Solution key: barrier of the A ¹Π state from line widths of AlH and AlD

Problem

Three quasi-bound levels of the A ¹Π state broaden the A–X lines that reach them. The values below were made for this exercise and rounded as data are. E is counted from the minimum of the rotationless A-state potential U(r), Γ is the Lorentzian full width at half maximum, and dE/dv is the vibrational spacing at fixed J, interpolated from term values.

level | v | J | E (eV) | dE/dv (eV) | Γ
a, AlH | 1 | 10 | 0.2875 | 0.100 | 43 μeV
b, AlH | 0 | 21 | 0.4093 | 0.115 | 29 μeV
c, AlD | 2 | 18 | 0.3541 | 0.060 | 1.3 meV

Each ratio Γ/(dE/dv) is uncertain by 10 %, independently. The Doppler width, about 12 μeV for either molecule at 1000 K and an approximate photon energy of 2.9 eV, has been removed. A radiative lifetime of typically 70 ns adds only 0.009 μeV. Approximate atomic masses are 26.98154 u (Al), 1.007825 u (H) and 2.014102 u (D).

Near the barrier both molecules share U(r) = U_b − A(1 − r_b/r)², with curvature −k = −2A/r_b² at the top. The effective potential is V_J = U + ħ²X/(2μr²) with X = J(J+1) − 1; Λ doubling is ignored. Find U_b, r_b and k, and discuss uniqueness and uncertainty.

(a) Width formula

Let Φ(E) be the phase integral (1/ħ)∫√(2μ(E − V_J)) dr over the well plus the small phase from the barrier connection, and θ = (1/ħ)∫√(2μ(V_J − E)) dr across the barrier. The parabolic connection formula gives the reflection probability 1/(1 + e^(−2θ)), so the reflected amplitude has modulus e^(−L/2) with L = ln[1 + e^(−2θ)]. With only an outgoing wave outside, the wave must reproduce itself after one round trip, which includes a phase −π/2 at each turning point:

2iΦ(E) − L/2 = iπ(2v + 1).

Put E = E₀ − iΓ/2 and expand to first order. The imaginary part gives Φ(E₀) = π(v + ½), hence Φ′ = π/(dE/dv). The real part gives Φ′Γ = L/2:

Γ = (dE/dv)/(2π) · ln[1 + e^(−2θ)], τ = ħ/Γ.

For θ ≫ 1 this becomes Γ = (dE/dv)/(2π) · e^(−2θ), the result of the Airy connection formulas. Since dE/dv comes from term values, it already contains the connection phase.

(b) Barrier integrals from the data

With s = 2πΓ/(dE/dv), inversion gives 2θ = −ln(e^s − 1).

level | s | 2θ | τ (ps)
a | 2.702×10⁻³ | 5.9125 | 15
b | 1.584×10⁻³ | 6.4467 | 23
c | 0.1361 | 1.9253 | 0.51

Guard digits are kept because differences follow. The plain exponential would give 2θ = −ln s = 1.994 for level c.

(c) Barrier integral of the model

Define B = ħ²/(2μr_b²), W = A − U_b and ξ = r/r_b. Then V_J − E = −(E + W) + 2A/ξ − (A − BX)/ξ². Between its zeros, ∫√(−α + 2β/ξ − γ/ξ²) dξ = π(β/√α − √γ), so

θ/π = A/√(B(E + W)) − √(A/B − X).

The reduced masses are μ_H = 0.971536 u and μ_D = 1.874198 u, so ρ² = μ_H/μ_D = 0.51837 and ρ = 0.71998. From here on B refers to AlH, and AlD has ρ²B. With λ = A/B and G = A²/B, multiplying the AlD equation by ρ puts all levels in one form:

E + W = G/y², y = t + √(λ − x), t = ρθ/π, x = ρ²X (ρ = 1 for AlH).

The inputs are t = 0.9410, 1.0260, 0.2206 and x = 109, 461, 176.76 for a, b, c.

(d) Solution

Differences remove W, and their ratio removes G:

f(λ) = (y_b⁻² − y_a⁻²)/(y_c⁻² − y_a⁻²) = (E_b − E_a)/(E_c − E_a) = 0.1218/0.0666 = 1.82883.

Evaluation gives f(7292) = 1.82886 and f(7300) = 1.82809, so λ = 7292. There y = 85.6936, 83.6759, 84.5725, and

G = 0.1218 eV/(y_b⁻² − y_a⁻²) = 1.8325×10⁴ eV,
W = G/y_a² − E_a = 2.208 eV,
A = G/λ = 2.513 eV, U_b = A − W = 0.305 eV, B = A/λ = 0.3446 meV.

With ħ²/(2 u Å²) = 2.09008 meV, r_b = √(2.09008/(0.971536 × 0.3446)) Å = 2.498 Å (B unrounded), and k = 2A/r_b² = 0.805 eV/Å². The rotationless barrier quantum ħω_b = ħ√(k/μ) = 2√(AB) is 58.9 meV for AlH and 42.4 meV for AlD. Three parameters meet three levels, so the data are reproduced by construction and do not test the model.

(e) Uniqueness

The root must lie at λ > 461. Evaluated over that range, f falls monotonically from 1.11×10³ at λ = 461 to the limit (t_a − t_b)/(t_a − t_c) = −0.118. There is one root, and G and W follow linearly, so the solution is unique within the model.

For the conditioning, vary E + W = G/y² with u = δA/A, l = δλ/λ and δG/G = u + l:

ε u − q l − δW = R, R = δE + η δt,

where ε = E + W, q = ε[λ/(y√(λ − x)) − 1] and η = 2ε/y. Here q = 0.0100, 0.1424, 0.0568 eV and η = 58.2, 62.6, 60.6 meV. The system is singular when the three points (ε, q) are collinear; the determinant, (ε_c − ε_a)(q_b − q_a) − (ε_b − ε_a)(q_c − q_a), is 3.12×10⁻³ eV². Neighbouring J of one vibrational level have E, x and t nearly linear in X, hence nearly collinear points, and they fix only two combinations well. The isotope enters only through x and t, so AlD brings no new kind of information; level c helps because its t is far from the other two.

The shape of U is assumed. The turning points of a and b span 2.02 to 2.89 Å, and nothing is learnt outside that range. In particular the model's asymptote, −W, has no physical meaning, and U_b is the height above the well minimum, not above the separated atoms.

(f) Propagation of data errors

Solve the linear system and use δU_b = Au − δW, δr_b/r_b = (l − u)/2, δω_b/ω_b = u − l/2 and δk/k = 2δω_b/ω_b. Changes per +1 meV of R in one level:

level | δU_b (meV) | δr_b/r_b (%) | δω_b/ω_b (%)
a | +0.34 | +0.49 | −1.86
b | −0.48 | −0.32 | −0.43
c | +1.14 | −0.17 | +2.29

The first column sums to 1, as a common shift of all energies requires. Since d(2θ)/d ln s = −s e^s/(e^s − 1), a 10 % error in Γ/(dE/dv) gives |R| = 0.93, 1.00, 0.74 meV, far above the 0.05 meV rounding of E. Added in quadrature, the contributions are 1.0 meV in U_b, 0.57 % in r_b, 2.5 % in ω_b and 4.9 % in k:

U_b = 0.305 ± 0.001 eV, r_b = 2.498 ± 0.014 Å, k = 0.81 ± 0.04 eV/Å².

Widths enter through a logarithm, so 10 % data fix the height and position well. The curvature rests on the difference in t between c and the AlH levels and is the weakest result.

(g) Size of the approximations

The plain exponential for level c raises 2θ by 0.069, that is R = +0.48 meV, which moves U_b by +0.54 meV and ω_b by +1.1 %, about half the quoted uncertainties. Continuing L to the complex energy adds −L″Γ²/8 to its real part, a relative change of at most about (2πΓ/ħω_b)²/8 = 0.5 % for c, which is negligible. Freezing the barrier top at r_b is not allowed: the maximum of V_J is U_b + A·BX/(A − BX), which for level b exceeds U_b + BX by 10.7 meV, more than the 9.4 meV (ħω_b/2π) that changes an AlH width near the top by a factor e. The closed form of (c) contains this shift. Mass-dependent corrections to U, such as the electronic angular momentum term of order ħ²/(2μr²), are neglected; an assumed 1 meV offset of c would act as the last table row and rival the quoted uncertainties.

(h) AlH versus AlD

At equal E and equal x the model gives equal t, so θ_D = θ_H/ρ. The AlD counterpart of level a has X = 109/ρ² = 210, close to J = 14 (X = 209), and 2θ = 8.212. Equal E and x mean the same V_J and the same classical orbit, so the spacing scales as ρ, to 0.072 eV. Then Γ = 3.1 μeV and τ = 0.21 ns, 14 times narrower than level a and a quarter of the Doppler width. An AlD level must therefore lie closer to its barrier top than an AlH level before its lines broaden visibly.